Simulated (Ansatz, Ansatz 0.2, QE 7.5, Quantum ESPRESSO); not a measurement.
# Lattice parameter of cubic SrTiO₃ with LDA, PBEsol and PBE

## The measurement

The reference is the undoped end member (x = 0.00) of a series in which sodium and lanthanum replace strontium: "Crystal chemistry of perovskite-type compounds in the tausonite-loparite series, (Sr1-2xNaxLax)TiO3" (doi:10.1007/s002690000103, 2000; Crystallography Open Database). A structure determination by diffraction gave the edge of the cubic cell, a = 3.9053 Å. The volume per atom follows from the same edge and is no second measurement. No temperature is given with the value. I take room temperature as likely, because as I recall SrTiO₃ is cubic there and its octahedra tilt only well below it, but that is my own reading.

| compared with | measured | method |
| --- | --- | --- |
| a (Å) | 3.9053 | structure determination by diffraction |
| volume per atom (Å³) | 11.9122 | from the measured cell |

Conditions are those given with the value in the passage it was taken from; "not stated" means there, and the paper may say more elsewhere. The values are a selection: others may have been left out beforehand as unlike or outlying.

## Model and target

I want the cheapest level of theory that gives the lattice parameter within 0.5 % and the volume per atom within 1.5 %. The second limit follows from the first, because the volume goes as the cube of the edge, so the two stand or fall together. In a, the limit is about 0.02 Å. That is narrow enough to expose the error of roughly one per cent that the simplest functionals often make in oxides, and wide enough for the thermal and zero-point expansion missing from a static calculation, which I put at a few tenths of a per cent for a stiff oxide like this one.

The model is the five-atom cubic cell, non-magnetic, since Ti⁴⁺ has an empty d shell. In Pm-3m every atom sits on a site fixed by symmetry, so the relaxation has a single degree of freedom, the cell edge. I begin with LDA and move to gradient-corrected functionals, then to a meta-GGA if they fall short. Numerical settings are to be tested before a miss is blamed on a functional.

System: SrTiO3; Pm-3m (no. 221), 5 atoms in the primitive cell; every run starts from another database entry of the same phase; structure from the Crystallography Open Database.

## 1. LDA as the lowest rung

LDA is the simplest functional, and a five-atom cell at a moderate cutoff costs little. It usually binds oxides too tightly, so I expect an edge about one per cent short, which would be outside the target. The run will show how much a better functional has to make up.

**Run 1.** Ansatz 0.2: LDA, Ansatz with its PAW files, non-magnetic, cell and ions relaxed, cutoff 420 eV, k-mesh 7×7×7, smearing 0.05 eV (PAW set soft_1 (PAW files made with PBE)).

Key lines of the input:
```
crystal:
  lattice:
    - [3.899, 0.0, 0.0]
    - [0.0, 3.899, 0.0]
    - [0.0, 0.0, 3.899]
  atoms:
    - { symbol: Sr, position: [0.5, 0.5, 0.5] }
    - { symbol: Ti, position: [0.0, 0.0, 0.0] }
    - { symbol: O, position: [0.5, 0.0, 0.0] }
    - { symbol: O, position: [0.0, 0.5, 0.0] }
    - { symbol: O, position: [0.0, 0.0, 0.5] }
kpoints:
  mp_grid: { grid: [7, 7, 7] }
scf:
  occupations: { method: fermi_dirac, width: 0.05 }
hamiltonian:
  xc: lda
  pseudopotentials: { kind: paw, azcp: { folder: soft_1 }, xc_functional: pbe }
relax:
  f_tol: 0.01
  max_steps: 60
  cell: { stress_tol: 0.02 }
output:
  forces: true
  stress: true
```

Command:
```
ansatz run input.yaml --threads 4 --pin off --max-ram 10240MiB --backend cpu --events-out ev --progress --plain --runs-dir out
```

Selected lines of the output:
```
relax step   1: F+E_penalty+E_count = -7569.41263663 eV  max|allowed force component| = 2.808e-29 eV/Å  Δτ_max = 0.0000 Å  P = -6.418 GPa  Ω = 59.273 …
relax step   7: F+E_penalty+E_count = -7569.45387820 eV  max|allowed force component| = 1.509e-29 eV/Å  Δτ_max = 0.0000 Å  P = -0.003 GPa  Ω = 57.281 …
```

Converged; 3.9 s on 4 cores of Arm Neoverse V1, shared host.

| quantity | run 1 | measured | deviation |
| --- | --- | --- | --- |
| a (Å) | 3.8548 | 3.9053 | −0.0505 (−1.3 %) |
| volume per atom (Å³) | 11.456 | 11.9122 | −0.456 (−3.8 %) |
| largest shift (Å) | 4.45e-16 |  |  |
| pressure (GPa) | −0.00274 |  |  |

LDA gives an edge 1.3 % short, more than twice the limit, and the volume misses in proportion. Both the sign and the size are what I expected of this functional. The starting cell, with an edge of 3.899 Å, is itself slightly smaller than the reference cell, but the relaxation moved well away from it, so the start does not account for the short edge.

One doubt concerns the potentials. The PAW files were made with PBE, and the program has to regenerate the frozen core for LDA. Part of the shortfall could come from that step or from the moderate cutoff.

## 2. LDA again with other potentials

Before I blame the functional I repeat LDA in Quantum ESPRESSO with the GBRV ultrasoft potentials, on the same k-mesh and with the same smearing. Program, potentials and cutoff all change together, so a disagreement would not tell me which of them is at fault. If the edge stays about one per cent short, the miss belongs to LDA and the next step is a gradient correction.

**Run 2.** QE 7.5: LDA, Quantum ESPRESSO with GBRV 1.5 ultrasoft, non-magnetic, cell and ions relaxed, cutoff 544 eV, k-mesh 7×7×7, smearing 0.05 eV, density cutoff 3265 eV.

Key lines of the input:
```
&control
  calculation = 'vc-relax'
  forc_conv_thr = 3.89e-04
  etot_conv_thr = 1.0e-4
  nstep = 60
/
&system
  ecutwfc = 40
  ecutrho = 240
  occupations = 'smearing'
  smearing = 'fd'
  degauss = 0.00367
/
&electrons
  conv_thr = 2.5e-08
  mixing_beta = 0.4
  electron_maxstep = 120
/
&ions
/
&cell
  press_conv_thr = 0.15
/
ATOMIC_SPECIES
  Sr 87.620 sr_lda_v1.uspp.F.UPF
  Ti 47.867 ti_lda_v1.4.uspp.F.UPF
  O 15.999 o_lda_v1.2.uspp.F.UPF
[... cell and positions ...]
K_POINTS automatic
  7 7 7 0 0 0
```

Command:
```
OMP_NUM_THREADS=1 mpirun -n 4 pw.x -nk 4 -in pw.in > pw.x.log
```

Selected lines of the output:
```
          total   stress  (Ry/bohr**3)                   (kbar)     P=        0.05
     bfgs converged in   4 scf cycles and   3 bfgs steps
          total   stress  (Ry/bohr**3)                   (kbar)     P=       -0.20
```

Converged; 20 s, same machine.

| quantity | run 2 | measured | deviation |
| --- | --- | --- | --- |
| a (Å) | 3.8579 | 3.9053 | −0.0474 (−1.2 %) |
| volume per atom (Å³) | 11.484 | 11.9122 | −0.428 (−3.6 %) |
| largest shift (Å) | 0.0000 |  |  |
| pressure (GPa) | −0.02000 |  |  |

With different potentials, a different program and a higher cutoff, the LDA edge comes out at 3.8579 Å, only 0.0031 Å longer than before. The shortfall against experiment is about fifteen times that difference. The potentials and the regenerated core therefore can't account for it, and I put the miss down to LDA itself.

## 3. Two gradient corrections side by side

The next rung is a gradient-corrected functional, which for a cell this small should add little to the cost. I run PBE and PBEsol at the cutoff, mesh and smearing of the first LDA run, so that the functional is what changes. PBE tends to stretch oxide lattices, and I expect it to overshoot by up to one per cent. PBEsol was designed for the equilibrium structures of solids and should fall between LDA and PBE, probably inside the target.

**Run 3.** Ansatz 0.2: PBE, Ansatz with its PAW files, non-magnetic, cell and ions relaxed, cutoff 420 eV, k-mesh 7×7×7, smearing 0.05 eV (PAW set soft_1).

Key lines of the input, as changed from run 1:
```diff
  hamiltonian:
-   xc: lda
-   pseudopotentials: { kind: paw, azcp: { folder: soft_1 }, xc_functional: pbe }
+   xc: pbe
+   pseudopotentials: { kind: paw, azcp: { folder: soft_1 } }
```

Selected lines of the output:
```
relax step   6: F+E_penalty+E_count = -7754.51733899 eV  max|allowed force component| = 4.122e-30 eV/Å  Δτ_max = 0.0000 Å  P = +0.005 GPa  Ω = 61.001 …
```

Converged; 4 s, same machine.

**Run 4.** Ansatz 0.2: PBEsol, Ansatz with its PAW files, non-magnetic, cell and ions relaxed, cutoff 420 eV, k-mesh 7×7×7, smearing 0.05 eV (PAW set soft_1 (PAW files made with PBE)).

Key lines of the input, as changed from run 1:
```diff
  hamiltonian:
-   xc: lda
+   xc: pbesol
```

Selected lines of the output:
```
relax step   6: F+E_penalty+E_count = -7657.27372625 eV  max|allowed force component| = 1.767e-29 eV/Å  Δτ_max = 0.0000 Å  P = -0.000 GPa  Ω = 58.928 …
```

Converged; 3.6 s, same machine.

| quantity | run 3 | run 4 | measured |
| --- | --- | --- | --- |
| a (Å) | 3.9365 | 3.8914 | 3.9053 |
| volume per atom (Å³) | 12.200 | 11.786 | 11.9122 |
| largest shift (Å) | 0.0000 | 2.24e-16 |  |
| pressure (GPa) | 0.00463 | −0.00041 |  |

PBEsol meets the target: its edge is 0.36 % short and its volume about 1.1 % small. PBE errs the other way, with an edge 0.80 % too long, and misses. The order LDA, PBEsol, PBE is the one I expected. All three relaxations took about four seconds, so cost gives no reason to stay with LDA.

The PBEsol edge lies 0.0139 Å below the measured one, against a limit of about 0.02 Å. A numerical error of several thousandths of an ångström could therefore matter to the verdict.

## 4. Cutoff, mesh and potentials under PBE

I test the numerics with PBE, for which the PAW files were made: once with the cutoff raised to 600 eV, once with a 9×9×9 mesh, and once in Quantum ESPRESSO with the GBRV potentials. Together they show whether PBE's overshoot belongs to the functional. For PBEsol they are only indirect evidence, since its regenerated core is not tested this way, but the crystal, mesh and plane-wave cutoff are the same. I expect the mesh to matter little in an insulator and the cutoff somewhat more.

**Run 5.** Ansatz 0.2: PBE, Ansatz with its PAW files, non-magnetic, cell and ions relaxed, cutoff 600 eV, k-mesh 7×7×7, smearing 0.05 eV (PAW set soft_1).

Key lines of the input, as changed from run 3:
```diff
+ basis:
+   ecutwfc: 600
```

Selected lines of the output:
```
relax step   5: F+E_penalty+E_count = -7754.52988740 eV  max|allowed force component| = 2.866e-30 eV/Å  Δτ_max = 0.0000 Å  P = +0.002 GPa  Ω = 60.999 …
```

Converged; 4.1 s, same machine.

**Run 6.** Ansatz 0.2: PBE, Ansatz with its PAW files, non-magnetic, cell and ions relaxed, cutoff 420 eV, k-mesh 9×9×9, smearing 0.05 eV (PAW set soft_1).

Key lines of the input, as changed from run 3:
```diff
  kpoints:
-   mp_grid: { grid: [7, 7, 7] }
+   mp_grid: { grid: [9, 9, 9] }
```

Selected lines of the output:
```
relax step   6: F+E_penalty+E_count = -7754.51748438 eV  max|allowed force component| = 2.643e-30 eV/Å  Δτ_max = 0.0000 Å  P = +0.005 GPa  Ω = 61.001 …
```

Converged; 5.4 s, same machine.

**Run 7.** QE 7.5: PBE, Quantum ESPRESSO with GBRV 1.5 ultrasoft, non-magnetic, cell and ions relaxed, cutoff 544 eV, k-mesh 7×7×7, smearing 0.05 eV, density cutoff 3265 eV.

Key lines of the input, as changed from run 2:
```diff
  ATOMIC_SPECIES
-   Sr 87.620 sr_lda_v1.uspp.F.UPF
-   Ti 47.867 ti_lda_v1.4.uspp.F.UPF
-   O 15.999 o_lda_v1.2.uspp.F.UPF
+   Sr 87.620 sr_pbe_v1.uspp.F.UPF
+   Ti 47.867 ti_pbe_v1.4.uspp.F.UPF
+   O 15.999 o_pbe_v1.2.uspp.F.UPF
```

Selected lines of the output:
```
          total   stress  (Ry/bohr**3)                   (kbar)     P=       -0.07
          total   stress  (Ry/bohr**3)                   (kbar)     P=        0.41
```

Converged; 19 s, same machine.

| quantity | run 5 | run 6 | run 7 | measured |
| --- | --- | --- | --- | --- |
| a (Å) | 3.9365 | 3.9365 | 3.9378 | 3.9053 |
| volume per atom (Å³) | 12.200 | 12.200 | 12.212 | 11.9122 |
| largest shift (Å) | 0.0000 | 0.0000 | 0.0000 |  |
| pressure (GPa) | 0.00192 | 0.00461 | 0.04100 |  |

Neither the higher cutoff nor the denser mesh changes the PBE edge at the printed precision; it stays at 3.9365 Å. I had expected the cutoff to matter somewhat more than the mesh, and here it does not. Quantum ESPRESSO with the GBRV potentials gives an edge 0.0013 Å longer, a small difference beside the overshoot of 0.0312 Å. PBE's miss therefore belongs to the functional.

For PBEsol these checks remain indirect. They make a large error from mesh or cutoff unlikely, but they do not test the core regenerated for that functional. The nearest evidence on that point is the LDA pair, where Ansatz also regenerated the core and its edge differed from that of Quantum ESPRESSO by 0.0031 Å. PBEsol lies about 0.006 Å inside the limit, so an error of that size would not overturn its pass, though the comparison was made for another functional.

## Collected results

| run | settings | a (Å) | deviation | volume per atom (Å³) | deviation | cost |
| --- | --- | --- | --- | --- | --- | --- |
| 1 | Ansatz: LDA, Ansatz with its PAW files, cutoff 420 eV, k-mesh 7×7×7, smearing 0.05 eV (PAW set soft_1 (PAW files made with PBE)) | 3.8548 | −0.0505 (−1.3 %) | 11.456 | −0.456 (−3.8 %) | under 1 core-min |
| 2 | QE: LDA, Quantum ESPRESSO with GBRV 1.5 ultrasoft, cutoff 544 eV, k-mesh 7×7×7, smearing 0.05 eV, density cutoff 3265 eV | 3.8579 | −0.0474 (−1.2 %) | 11.484 | −0.428 (−3.6 %) | 81 core-s |
| 3 | Ansatz: PBE, Ansatz with its PAW files, cutoff 420 eV, k-mesh 7×7×7, smearing 0.05 eV (PAW set soft_1) | 3.9365 | +0.0312 (+0.8 %) | 12.200 | +0.288 (+2.4 %) | under 1 core-min |
| 4 | Ansatz: PBEsol, Ansatz with its PAW files, cutoff 420 eV, k-mesh 7×7×7, smearing 0.05 eV (PAW set soft_1 (PAW files made with PBE)) | 3.8914 | −0.0139 (−0.4 %) | 11.786 | −0.127 (−1.1 %) | under 1 core-min |
| 5 | Ansatz: PBE, Ansatz with its PAW files, cutoff 600 eV, k-mesh 7×7×7, smearing 0.05 eV (PAW set soft_1) | 3.9365 | +0.0312 (+0.8 %) | 12.200 | +0.288 (+2.4 %) | under 1 core-min |
| 6 | Ansatz: PBE, Ansatz with its PAW files, cutoff 420 eV, k-mesh 9×9×9, smearing 0.05 eV (PAW set soft_1) | 3.9365 | +0.0312 (+0.8 %) | 12.200 | +0.288 (+2.4 %) | under 1 core-min |
| 7 | QE: PBE, Quantum ESPRESSO with GBRV 1.5 ultrasoft, cutoff 544 eV, k-mesh 7×7×7, smearing 0.05 eV, density cutoff 3265 eV | 3.9378 | +0.0325 (+0.8 %) | 12.212 | +0.300 (+2.5 %) | 78 core-s |
|  | measured | 3.9053 |  | 11.9122 |  |  |

Further runs on the same system, made beside this series (convergence steps with loose settings among them):

| further | settings | a (Å) | deviation | volume per atom (Å³) | deviation | cost | status |
| --- | --- | --- | --- | --- | --- | --- | --- |
| F1 | Ansatz: r2SCAN, Ansatz with its PAW files, cutoff 500 eV, k-mesh 7×7×7, smearing 0.05 eV (PAW set soft_1) | 3.9075 | +0.0022 (+0.1 %) | 11.933 | +0.020 (+0.2 %) | under 1 core-min |  |
| F2 | Ansatz: r2SCAN+rVV10, Ansatz with its PAW files, cutoff 500 eV, k-mesh 7×7×7, smearing 0.05 eV (PAW set soft_1) | 3.8977 | −0.0076 (−0.2 %) | 11.842 | −0.070 (−0.6 %) | under 1 core-min |  |
| F3 | Ansatz: PBE-D3(BJ), Ansatz with its PAW files, cutoff 420 eV, k-mesh 7×7×7, smearing 0.05 eV (PAW set soft_1) | 3.9099 | +0.0046 (+0.1 %) | 11.955 | +0.043 (+0.4 %) | under 1 core-min |  |
| F4 | Ansatz: PBE-D4, Ansatz with its PAW files, cutoff 420 eV, k-mesh 7×7×7, smearing 0.05 eV (PAW set soft_1) | 3.9156 | +0.0103 (+0.3 %) | 12.007 | +0.095 (+0.8 %) | under 1 core-min |  |
| F5 | Ansatz: RPBE, Ansatz with its PAW files, cutoff 420 eV, k-mesh 7×7×7, smearing 0.05 eV (PAW set soft_1) | 3.9718 | +0.0665 (+1.7 %) | 12.531 | +0.619 (+5.2 %) | under 1 core-min |  |
| F6 | Ansatz: PBE, Ansatz with its PAW files, cutoff 420 eV, k-mesh 4×4×4, smearing 0.05 eV (PAW set soft_1) | 3.9368 | +0.0315 (+0.8 %) | 12.203 | +0.291 (+2.4 %) | under 1 core-min |  |
| F7 | Ansatz: PBE, Ansatz with its PAW files, cutoff 420 eV, k-mesh 5×5×5, smearing 0.05 eV (PAW set soft_1) | 3.9366 | +0.0313 (+0.8 %) | 12.201 | +0.289 (+2.4 %) | under 1 core-min |  |
| F8 | Ansatz: PBE, Ansatz with its PAW files, cutoff 300 eV, k-mesh 7×7×7, smearing 0.05 eV (PAW set soft_1) | 3.9292 | +0.0239 (+0.6 %) | 12.132 | +0.220 (+1.8 %) | under 1 core-min | warnings: cutoff_below_recommended |
| F9 | Ansatz: PBE, Ansatz with its PAW files, cutoff 420 eV, k-mesh 7×7×7, smearing 0.01 eV (PAW set soft_1) | 3.9365 | +0.0312 (+0.8 %) | 12.200 | +0.288 (+2.4 %) | under 1 core-min |  |
|  | measured | 3.9053 |  | 11.9122 |  |  |  |

## Outcome

PBEsol meets the target. Its edge of 3.8914 Å is 0.36 % short and its volume per atom 1.1 % small, for less than a core-minute. LDA (1.3 % short) and PBE (0.8 % long) both miss. Since the runs with these three functionals in the same program cost nearly the same, accuracy decides between them.

The reference holds up well. An edge of 3.905 Å at 300 K is reported in pmc:4588568, which also supports my reading of the reference as a room-temperature value. Thermal and zero-point expansion, roughly a few tenths of a per cent, lengthens the measured edge but is absent from the calculation. It has the right sign and size to explain much of PBEsol's shortfall, so the pass does not depend on a cancellation with the missing expansion. For PBE the same allowance widens the miss.

The second LDA calculation and the PBE checks mattered most, because they tied both misses to the functionals. The denser mesh changed nothing, and further runs show that even a 4×4×4 mesh would have served for PBE. Lowering the PBE cutoff to 300 eV brings the edge closer to experiment, but only through a basis error.

r2SCAN, with or without rVV10, and PBE with D3 or D4 dispersion also meet the target, and lie closer to the measured edge than PBEsol. Plain r2SCAN and the two dispersion-corrected PBE levels are slightly long even before expansion is added, so their closeness does not make them better descriptions of the static lattice. r2SCAN+rVV10 is 0.2 % short, which like PBEsol leaves room for the expansion. With D3 and D4, the added attraction offsets PBE's overshoot.

What remains unsettled is the numerical error of PBEsol itself: a direct check of its cutoff, mesh and regenerated core is not shown in this report, and the evidence from PBE and LDA is indirect.

[Logs are printed without paths, hosts, clocks, repeated set-up lines and the standing remarks that a program may print on its own settings, such as how far it seeks lower states.]

[The runs shown are a pick from a larger set of finished runs; failed, doubtful and other runs were left out of it ahead of writing. So were measured values far from every level or from commonly accepted values, and agreement can look better than it is. Lines of input and output are excerpts and may be shortened.]
